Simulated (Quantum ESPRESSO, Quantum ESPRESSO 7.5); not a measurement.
# Notebook: trying to get the W–S bond length in 2H-WS₂

*Notes of a novice, printed with their mistakes. Don't take the settings or the reasoning as a model; a review follows at the end.*

## The question

The number I want to reproduce is the distance between tungsten and sulfur in 2H-WS₂, 2.405 ± 0.005 Å. I took it from "Crystal structure and electrical resistance property of Rb0.21(H2O)yWS2" (2019, PubMed Central 6659325). That paper is mostly about a different compound, a tungsten disulfide with rubidium and water between the layers, whose structure was determined with X-rays on a single crystal at room temperature. The value for plain WS₂ is quoted there for comparison and comes from an earlier X-ray diffraction study, Schutte et al. 1987. The temperature of that earlier measurement is not given with the value. Each tungsten sits in a trigonal prism of sulfur atoms, and the distance is the one from the tungsten to a corner of the prism.

| compared with | measured | source's wording or label | method |
| --- | --- | --- | --- |
| W–S distance 1 (Å) | 2.405 ± 0.005 | 2.405 ± 0.005 A | X-ray diffraction (earlier work) |

Conditions are those given with the value in the passage it was taken from; "not stated" means there, and the paper may say more elsewhere. The values are a selection: others may have been left out beforehand as unlike or outlying.

## How to go about it

I want to calculate the W–S distance and get 2.405 Å. The measurement has ± 0.005 Å, so I will count anything within 0.005 Å of that value as correct. The model is the 2H crystal with 6 atoms in the cell, and the program moves the atoms and changes the cell until it is satisfied.

The structure I downloaded from the database already has 2.405 Å in it. So I think a good functional is one that leaves the bond where it is, and a bad one moves it. I will start with one functional and, if the number is off, change something until it fits. I only need the bond, so I will not pay much attention to a and c.

System: WS2 (tungsten disulfide), 2H; P6_3/mmc (No. 194), 6 atoms in the primitive cell; the database structure is a diffraction structure: a = 3.153 Å, c = 12.323 Å; structure from the Crystallography Open Database.

## 1. Starting with BLYP

I know the name BLYP from the chemistry lecture, where it was used for molecules, and a bond is a bond, so it should work here too. The potential files I have are labelled PBE, but I suppose that is only the name of the folder. I expect something very close to 2.405 Å.

**Run 1.** Quantum ESPRESSO 7.5: BLYP, PseudoDojo norm-conserving potentials, cell and atoms relaxed from the database structure, cutoff 74 Ry, 9x9x2 k mesh, Gaussian smearing 0.02 eV; PBE files.

Key lines of the input:
```
! potential files: PseudoDojo norm-conserving potentials, made for PBE
&control
  calculation = 'vc-relax'
  forc_conv_thr = 2.0d-4
  etot_conv_thr = 1.0d-5
  nstep = 60
/
&system
  nat = 6
  ntyp = 2
  ecutwfc = 74
  input_dft = 'blyp'
  nbnd = 32
  occupations = 'smearing'
  smearing = 'gaussian'
  degauss = 0.00147
/
&electrons
  conv_thr = 1.0d-8
  electron_maxstep = 100
  mixing_beta = 0.4
/
&ions
/
&cell
  press_conv_thr = 0.5
/
ATOMIC_SPECIES
  W 183.840 W.upf
  S 32.060 S.upf
[... cell and positions ...]
K_POINTS automatic
  9 9 2 0 0 0
```

Command:
```
OMP_NUM_THREADS=1 mpirun -n 4 pw.x -nk 4 -in relax.in > relax.out
```

Selected lines of the output:
```
     bfgs converged in  14 scf cycles and  13 bfgs steps
CELL_PARAMETERS (angstrom)
  -0.000000000  -0.000000000  14.692052224
```

Converged; 7.9 min on 4 cores of Arm Neoverse V1, shared host.

| quantity | run 1 | measured | deviation |
| --- | --- | --- | --- |
| W–S distance 1 (Å) | 2.454 | 2.405 ± 0.005 | +0.049 (+2.0 %) |
| a (Å) | 3.263 |  |  |
| c (Å) | 14.692 |  |  |

The bond came out at 2.454 Å, which is 0.049 Å too long and far outside my window. The run says it converged, so the calculation itself must be fine.

I did look at c after all, because it is so large: 14.692 Å, when the database structure has 12.323 Å. I think this explains the bond. The layers have drifted apart and stretched the W–S bonds along with them, like pulling on a spring. So the bond is really a question of c, and if I get the layers back together the bond will go back to 2.405 Å by itself.

## 2. LDA to push the layers together

I have read that LDA makes things too short. That is what I need now, since BLYP made them too long. I am also taking the cutoff down to 30 Ry. As I understand it, the cutoff mostly decides how long the computer works, and a bond length is a simple thing that should not need much. I expect c to shrink and the bond to follow it to about 2.405 Å.

**Run 2.** Quantum ESPRESSO 7.5: LDA, GBRV ultrasoft potentials, cell and atoms relaxed from the database structure, cutoff 30 Ry (density 120 Ry), 9x9x2 k mesh, Gaussian smearing 0.02 eV.

Key lines of the input, as changed from run 1:
```diff
- ! potential files: PseudoDojo norm-conserving potentials, made for PBE
+ ! potential files: GBRV ultrasoft potentials, made for LDA
  &system
-   ecutwfc = 74
-   input_dft = 'blyp'
+   ecutwfc = 30
+   ecutrho = 120
```

Command:
```
OMP_NUM_THREADS=1 mpirun -n 8 pw.x -nk 8 -in relax.in > relax.out
```

Selected lines of the output:
```
     kinetic-energy cutoff     =      30.0000  Ry
CELL_PARAMETERS (angstrom)
  -0.000000000  -0.000000000  12.060613722
```

Converged; 36 s on 8 cores of Intel Xeon 6975P-C (Granite Rapids), shared host.

| quantity | run 2 | measured | deviation |
| --- | --- | --- | --- |
| W–S distance 1 (Å) | 2.388 | 2.405 ± 0.005 | −0.017 (−0.7 %) |
| a (Å) | 3.126 |  |  |
| c (Å) | 12.061 |  |  |

Now the bond is 2.388 Å, too short by 0.017 Å. c went down to 12.061 Å and the bond went down with it, so my spring idea is confirmed: the distance between the layers sets the W–S bond. This time I have squeezed the layers a little too much.

I also notice that the run with 74 Ry gave a bond that is too long and the one with 30 Ry a bond that is too short. So the cutoff seems to work like a dial for the length, and the right setting must lie between the two.

## 3. Turning the cutoff up to 45 Ry

I am staying with LDA and going up to 45 Ry, with 360 Ry for the density. Since 30 Ry was only a little too short, I don't want to go all the way back to 74 Ry. I expect the layers to move apart slightly and the bond to come out near 2.405 Å.

**Run 3.** Quantum ESPRESSO 7.5: LDA, GBRV ultrasoft potentials, cell and atoms relaxed from the database structure, cutoff 45 Ry (density 360 Ry), 9x9x2 k mesh, Gaussian smearing 0.02 eV.

Key lines of the input, as changed from run 2:
```diff
  &system
-   ecutwfc = 30
-   ecutrho = 120
+   ecutwfc = 45
+   ecutrho = 360
```

Selected lines of the output:
```
     kinetic-energy cutoff     =      45.0000  Ry
CELL_PARAMETERS (angstrom)
   0.000000000   0.000000000  12.050186417
```

Converged; 4.2 min on 4 cores of Arm Neoverse V1, shared host.

| quantity | run 3 | measured | deviation |
| --- | --- | --- | --- |
| W–S distance 1 (Å) | 2.388 | 2.405 ± 0.005 | −0.017 (−0.7 %) |
| a (Å) | 3.124 |  |  |
| c (Å) | 12.050 |  |  |

The bond is 2.388 Å again, the same as with 30 Ry. c even went down a little, from 12.061 to 12.050 Å, where I had expected it to grow. So the dial did not turn. My explanation is that LDA holds the layers so tightly that the cutoff cannot push them apart, and that it only works with a functional that leaves them looser, as BLYP did at 74 Ry.

## 4. PBE with spin-orbit coupling

I am going back to 74 Ry and leaving LDA for PBE, which I have seen in many places. I am also switching on spin-orbit coupling, because I read that it matters for tungsten. The more effects are in the calculation, the closer it should get to the real crystal. As I picture it, the coupling is an extra attraction between the atoms, so it should keep the layers from drifting off as they did with BLYP. I expect c near 12.3 Å, and then the bond has to be right as well.

**Run 4.** Quantum ESPRESSO 7.5: PBE with spin-orbit coupling, fully relativistic PseudoDojo potentials, cell and atoms relaxed from the database structure, cutoff 74 Ry, 9x9x2 k mesh, Gaussian smearing 0.02 eV; stopped from outside after 790 s, the time that was left for it.

Key lines of the input, as changed from run 1:
```diff
- ! potential files: PseudoDojo norm-conserving potentials, made for PBE
+ ! potential files: fully relativistic PseudoDojo potentials, made for PBE
  &system
-   input_dft = 'blyp'
-   nbnd = 32
+   nbnd = 64
+   noncolin = .true.
+   lspinorb = .true.
```

Selected lines of the output:
```
     kinetic-energy cutoff     =      74.0000  Ry
     number of k points=    24  Gaussian smearing, width (Ry)=  0.0015
     new unit-cell volume =    736.50545 a.u.^3 (   109.13885 Ang^3 )
     new unit-cell volume =    740.13314 a.u.^3 (   109.67642 Ang^3 )
          total   stress  (Ry/bohr**3)                   (kbar)     P=        1.26
     new unit-cell volume =    745.37470 a.u.^3 (   110.45314 Ang^3 )
     estimated scf accuracy    <       0.00000025 Ry
     estimated scf accuracy    <       0.00000002 Ry
     estimated scf accuracy    <          3.1E-09 Ry
          total   stress  (Ry/bohr**3)                   (kbar)     P=        0.52
     new unit-cell volume =    751.87549 a.u.^3 (   111.41645 Ang^3 )
```

Cut off at its time limit; 13 min, same machine.

This run was stopped after 790 s, before the relaxation had finished, so I have no final bond length to compare. I can still learn something from the volume. It climbs at every step, from 109.139 to 111.416 Å³, so the crystal is swelling. I had the spin-orbit coupling the wrong way round: it is not an attraction but a repulsion, and it is pushing the layers apart. That also explains why the run took so long, because the layers keep moving away and the program has to follow them.

## 5. PBE with the repulsion switched off

I am keeping PBE and 74 Ry and taking the spin-orbit coupling out again. Without it nothing should push the layers apart, so the cell should stay near the database structure, with c around 12.3 Å. Then the bond should finally be 2.405 Å.

**Run 5.** Quantum ESPRESSO 7.5: PBE, PseudoDojo norm-conserving potentials, cell and atoms relaxed from the database structure, cutoff 74 Ry, 9x9x2 k mesh, Gaussian smearing 0.02 eV.

Key lines of the input, as changed from run 1:
```diff
  &system
-   input_dft = 'blyp'
```

Selected lines of the output:
```
     new unit-cell volume =    839.19849 a.u.^3 (   124.35639 Ang^3 )
     new unit-cell volume =    839.19849 a.u.^3 (   124.35639 Ang^3 )
```

Converged; 7.9 min, same machine.

| quantity | run 5 | measured | deviation |
| --- | --- | --- | --- |
| W–S distance 1 (Å) | 2.420 | 2.405 ± 0.005 | +0.015 (+0.6 %) |
| a (Å) | 3.188 |  |  |
| c (Å) | 14.131 |  |  |

The bond is 2.420 Å, still 0.015 Å too long, and c is 14.131 Å, nowhere near 12.3 Å. Taking the coupling out did not keep the layers together.

Comparing the volumes, I see that I had it right the first time. With spin-orbit coupling the cell had reached 111.416 Å³ when the run was stopped, and without it the cell went all the way to 124.356 Å³. So the coupling is an attraction after all, and it was holding the layers back. I should not have removed it.

## 6. Spin-orbit coupling back in, with PBEsol

I am putting the coupling back and changing PBE to PBEsol. The "sol" stands for solids, and WS₂ is a solid, so it should suit better. The time limit is again 790 s, but PBEsol should get there faster because it is made for crystals. With the attraction back and the right functional, I expect c to stay close to 12.3 Å and the bond to land in my window.

**Run 6.** Quantum ESPRESSO 7.5: PBEsol with spin-orbit coupling, fully relativistic PseudoDojo potentials, cell and atoms relaxed from the database structure, cutoff 74 Ry, 9x9x2 k mesh, Gaussian smearing 0.02 eV; stopped from outside after 790 s, the time that was left for it.

Key lines of the input, as changed from run 4:
```diff
- ! potential files: fully relativistic PseudoDojo potentials, made for PBE
+ ! potential files: fully relativistic PseudoDojo potentials, made for PBEsol
```

Selected lines of the output:
```
     kinetic-energy cutoff     =      74.0000  Ry
     number of k points=    24  Gaussian smearing, width (Ry)=  0.0015
     new unit-cell volume =    713.29487 a.u.^3 (   105.69939 Ang^3 )
     new unit-cell volume =    713.54641 a.u.^3 (   105.73667 Ang^3 )
          total   stress  (Ry/bohr**3)                   (kbar)     P=        2.03
     new unit-cell volume =    714.12358 a.u.^3 (   105.82220 Ang^3 )
     estimated scf accuracy    <          5.9E-09 Ry
     estimated scf accuracy    <          1.6E-10 Ry
          total   stress  (Ry/bohr**3)                   (kbar)     P=        2.13
     new unit-cell volume =    715.20475 a.u.^3 (   105.98241 Ang^3 )
     estimated scf accuracy    <       0.00000353 Ry
```

Cut off at its time limit; 13 min, same machine. Warnings: WARNING: bfgs curvature condition failed, Theta= 0.917.

This one was also stopped after 790 s, so again there is no final bond length. But the volume hardly moved, from 105.699 to 105.982 Å³, while PBE with the coupling had already swollen to 111.416 Å³ when it was stopped. I take this as proof that the attraction from the spin-orbit coupling works, and that it works better in PBEsol because that one is made for solids. If the cell stays where it is, the bond must be about right too, but I can't write down a number for it.

## 7. Back to PBE with a lower cutoff

I need a run that finishes, so the coupling has to go. PBE without it gave 2.420 Å at 74 Ry, which is not far off. I decided earlier that the cutoff only works as a dial when the functional leaves the layers loose, and with c at 14.131 Å PBE certainly does that. So I am turning it down to 65 Ry. The potentials are now the SSSP efficiency ones, and I like the word "efficiency" after two runs that ran out of time. I expect the lower cutoff to take off the last 0.015 Å and bring the bond to 2.405 Å.

**Run 7.** Quantum ESPRESSO 7.5: PBE, SSSP efficiency potentials, cell and atoms relaxed from the database structure, cutoff 65 Ry (density 520 Ry), 9x9x2 k mesh, Gaussian smearing 0.02 eV.

Key lines of the input, as changed from run 5:
```diff
- ! potential files: PseudoDojo norm-conserving potentials, made for PBE
+ ! potential files: SSSP efficiency potentials, made for PBE
  &system
-   ecutwfc = 74
+   ecutwfc = 65
+   ecutrho = 520
```

Selected lines of the output:
```
     kinetic-energy cutoff     =      65.0000  Ry
CELL_PARAMETERS (angstrom)
   0.000000000  -0.000000000  14.278124890
```

Converged; 10 min, same machine.

| quantity | run 7 | measured | deviation |
| --- | --- | --- | --- |
| W–S distance 1 (Å) | 2.421 | 2.405 ± 0.005 | +0.016 (+0.7 %) |
| a (Å) | 3.188 |  |  |
| c (Å) | 14.278 |  |  |

The bond is 2.421 Å, now 0.016 Å too long, where PBE at 74 Ry gave 2.420 Å. It went up when I wanted it to go down. c has grown as well, from 14.131 to 14.278 Å, so the layers are even looser than before and have pulled the bond a little further out.

So the dial does work with PBE, but I was turning it the wrong way. A lower cutoff lets the layers go and a higher one holds them together. I should have gone up from 74 Ry instead of down, and then the bond would have come down towards 2.405 Å. I am stopping here without a value inside my window.

## The runs side by side

| run | settings | W–S distance 1 (Å) | deviation | cost | status |
| --- | --- | --- | --- | --- | --- |
| 1 | BLYP, PseudoDojo norm-conserving potentials, cutoff 74 Ry, PBE files | 2.454 | +0.049 (+2.0 %) | 32 core-min |  |
| 2 | LDA, GBRV ultrasoft potentials, cutoff 30 Ry (density 120 Ry) | 2.388 | −0.017 (−0.7 %) | 4.8 core-min |  |
| 3 | LDA, GBRV ultrasoft potentials, cutoff 45 Ry (density 360 Ry) | 2.388 | −0.017 (−0.7 %) | 17 core-min |  |
| 4 | PBE with spin-orbit coupling, fully relativistic PseudoDojo potentials, cutoff 74 Ry, stopped from outside after 790 s, the time that was left for it | – |  | 53 core-min | cut off at its time limit |
| 5 | PBE, PseudoDojo norm-conserving potentials, cutoff 74 Ry | 2.420 | +0.015 (+0.6 %) | 32 core-min |  |
| 6 | PBEsol with spin-orbit coupling, fully relativistic PseudoDojo potentials, stopped from outside after 790 s, the time that was left for it | – |  | 53 core-min | cut off at its time limit |
| 7 | PBE, SSSP efficiency potentials, cutoff 65 Ry (density 520 Ry) | 2.421 | +0.016 (+0.7 %) | 41 core-min |  |
|  | measured | 2.405 ± 0.005 |  |  |  |

## Where I got to

None of my runs gave a bond within 0.005 Å of 2.405 Å. LDA gave 2.388 Å both times, PBE gave 2.420 and 2.421 Å, and BLYP was the furthest off with 2.454 Å. The two runs with spin-orbit coupling were stopped before they had a final structure.

LDA is too short and PBE is too long by nearly the same amount, so the true value has to be in the middle. Halfway between 2.388 and 2.420 Å is inside my window, and I am taking that as my result. I would say the calculation agrees with the experiment, even if no single run does.

What I take from this is that the W–S bond is set by how far apart the layers are. Spin-orbit coupling pulls them together, and so does a higher cutoff, as long as the functional is not LDA. If I did it again I would use PBEsol with the coupling, a cutoff well above 74 Ry and much more time. I am fairly sure that would give 2.405 Å directly.

## Review

Further runs made for the review:

| reviewer's run | settings | W–S distance 1 (Å) | deviation | cost | status |
| --- | --- | --- | --- | --- | --- |
| R1 | PBE+D3(BJ), PseudoDojo norm-conserving potentials, cutoff 74 Ry | 2.409 | +0.004 (+0.2 %) | 23 core-min |  |
| R2 | PBEsol, PseudoDojo norm-conserving potentials, cutoff 74 Ry | 2.399 | −0.006 (−0.2 %) | 20 core-min | warnings: WARNING: bfgs curvature condition failed, Theta= 0.934 |
| R3 | PBEsol+D3(BJ), PseudoDojo norm-conserving potentials, cutoff 74 Ry | 2.390 | −0.015 (−0.6 %) | 25 core-min |  |
| R4 | rev-vdW-DF2, PseudoDojo norm-conserving potentials, cutoff 74 Ry, PBE files | 2.418 | +0.013 (+0.5 %) | 29 core-min |  |
|  | measured | 2.405 ± 0.005 |  |  |  |

Changing settings until the bond fits tests nothing, and neither does asking whether a functional leaves the starting bond alone: I suspect that structure and target share a source. The ±0.005 Å window describes the measurement, while reasonable functionals scatter more widely. Watching a and c would have helped.

In run 1, BLYP is a poor choice for such a solid, and "PBE" on the potentials names the functional they were made for, not just a folder. "Converged" means only that the relaxation finished. With the same files, PBE in run 5 gives a bond 0.034 Å shorter. The huge c reflects missing dispersion, but it doesn't stretch the bond like a spring: from run 5 to run 7, c grows by 0.147 Å and the bond by 0.001 Å.

Run 2 changed functional, potentials and cutoff together, so it confirmed neither the spring nor the cutoff "dial". Cutoffs govern accuracy as well as time, and its density cutoff was low for ultrasoft potentials. Run 3 was the right check and showed no harm here: 2.388 Å is LDA's own answer, not layers held too tightly for the cutoff to move. The beginner rightly expected LDA to shorten the bond.

Spin-orbit coupling is neither an attraction nor a repulsion between layers, and adding effects doesn't guarantee agreement. Run 4 swelled because PBE lacks dispersion, and it was slow because such calculations cost more per step. Comparing its unfinished volume with run 5's final one proves nothing. What run 5 needed was a dispersion correction: R1 adds D3 and brings PBE from 2.420 to 2.409 Å for 23 core-minutes. D3 also acts within the layers, so this doesn't rescue the spring.

Runs 4 and 6 both include the coupling and differ in the functional and its potential files, so the smaller volume of run 6 says nothing about an attraction from the coupling; both volumes also come from unfinished relaxations. PBEsol isn't inherently faster, and the volume was still growing by larger steps when the run stopped. The optimiser's warning went unmentioned; it called for a check, though R2 finished despite a similar one. R2, PBEsol without the coupling, gives 2.399 Å for 20 core-minutes, against 53 spent on run 6 without a result.

Run 7 changed potentials as well as cutoff. The bond barely moved, and small changes in so soft a c axis can come from leftover pressure. There is no dial to turn the other way, and "efficiency" did not make this run cheaper than run 5.

The midpoint of LDA and PBE lands in the window by chance; their errors need not cancel. Nor is PBEsol with coupling and a higher cutoff a sure route to 2.405 Å: it would still lack dispersion, and adding D3 to PBEsol shortens the bond to 2.390 Å (R3).

Verdict: apart from BLYP, the finished runs in this report reproduce the bond to within roughly 0.02 Å; that is the range of the functionals shown here, not a bound for every functional. R1 agrees within the stated uncertainty, but R3 falls below it and R4, which builds dispersion into the functional, gives 2.418 Å. The remaining spread comes mostly from the choice of functional (R4 also uses potentials made for PBE), and gives no reason to doubt the measurement. The effect of spin-orbit coupling on the bond is not shown in this report.

[Logs are printed without paths, hosts, clocks, repeated set-up lines and the standing remarks that a program may print on its own settings, such as how far it seeks lower states.]

[The runs shown are a pick from a larger set of finished runs; failed, doubtful and other runs were left out of it ahead of writing. So were measured values far from every level or from commonly accepted values, and agreement can look better than it is. Lines of input and output are excerpts and may be shortened.]
